How much work does the harmonic frequency of H2 need in the Heitler-London model? The model's exact answer is known in closed form, so cost can be set against deviation. I use hartree and bohr, ω = √(k/μ) with μ = mp/2, and P, Q = 1 ± R + R²/3. The singlet energy, nuclear repulsion included, is

E = −1 + (J + K)/(1 + S²), S = P e^(−R)
J = e^(−2R)(1/R + 5/8 − 3R/4 − R²/6)
K = S²/R − 2S(1 + R)e^(−R) + K′

and Sugiura's exchange integral is

K′ = (e^(−2R)/5){25/8 − 23R/4 − 3R² − R³/3 + (6/R)[P²(γ + ln R) + 2PQ g(2R) − Q² g(4R)]},

with γ Euler's constant and g(x) = −e^x Ei(−x) = ∫₀^∞ e^(−t) dt/(x + t). Since g′ = g − 1/x, every derivative of E needs only these two numbers. Solving E′ = 0 gives Re = 1.643, De = 3.16 eV, k = E″ = 0.2759, ω = 3805 cm⁻¹.

Wang scales the exponent: the energy is ζ²T(w) + ζV(w), with w = ζR, T(R) = 1 − (2/3)R²P/(e^(2R) + P²), V = E − T. Then ζ = −V/2T, and minimising −V²/4T gives w = 1.649, ζ = 1.166, Re = 1.414, De = 3.78 eV. The relaxed curvature E_RR − E_Rζ²/E_ζζ = 0.3371 gives 4206 cm⁻¹.

Back to ζ = 1. A wrong g changes k by δE″ − E‴δE′/k, the second term from the moved minimum:

δω = 1140 δg(2Re) − 155 δg(4Re) cm⁻¹, at x = 3.285 and 6.570.

I count arithmetic operations for both arguments per Newton step, without fixed overhead.

Power series: g = e^x[−γ − ln x − Σ(−x)^j/(j·j!)]. Horner's scheme costs 4N and stores N coefficients. The terms alternate, so |δg| < e^x x^(N+1)/((N+1)(N+1)!) once N > x: factorial decay, but multiplied by e^(4Re) = 714.

Asymptotic series: expanding 1/(x + t) in t/x gives Σ(−1)^j j!/x^(j+1), cost 4N, memory N, |δg| < N!/x^(N+1), smallest near N ≈ x.

Continued fraction 1/(x+1 − 1/(x+3 − 4/(x+5 − …))), equal at depth n to n-point Gauss-Laguerre quadrature: cost 6n, memory 2n. The rule integrates [1 − Ln(t)²/Ln(−x)²]/(x + t), a polynomial of degree 2n − 1, exactly, so 0 < −δg = ∫e^(−t)Ln² dt/(x + t)/Ln(−x)² < 1/(x Ln(−x)²). As Ln(−x) = ΣC(n,j)x^j/j! grows like exp(2√(nx)), δg falls like exp(−4√(nx)).

method | order (memory N or 2n) | work | δω/cm⁻¹
asymptotic | 2 | 8 | −35
asymptotic | 3 | 12 | +28
asymptotic | 4 | 16 | −30
fraction | 1 | 6 | −11
fraction | 2 | 12 | −1.02
fraction | 3 | 18 | −0.14
fraction | 4 | 24 | −0.024
fraction | 5 | 30 | −0.0050
series | 20 | 80 | +12
series | 22 | 88 | +0.94
series | 24 | 96 | +0.063
series | 26 | 104 | +0.0036

Second-order terms reach a few per cent of the largest entries at most. With equal orders at both arguments, tolerances of 20, 1 and 0.01 cm⁻¹ are met most cheaply by depths 1, 3 and 5, cheaper than the series by factors 13, 4.9 and 3.5; the asymptotic series meets none. Budgets of 8, 12 and 30 operations buy depths 1, 2 and 5.

Question: Why equal depths?
Only for simplicity. Depth 3 at 2R and depth 1 at 4R costs 12 and gives +0.16 cm⁻¹, the better use of that budget.

Question: Does the series ever win?
At 2Re alone, factorial decay overtakes the fraction between 30 and 48 operations, far beyond any tolerance above.

Question: How far is this from real H2?
These are the model's numbers. As typical knowledge, not measurement, De ≈ 4.75 eV and ω ≈ 4400 cm⁻¹: Heitler-London binds about 34 % too weakly, and the two frequencies lie roughly 14 % and 4 % low. Freeing ζ moves ω by 401 cm⁻¹ and needs the same two values of g per step, at 2w and 4w, so it changes the answer far more than any depth beyond the first.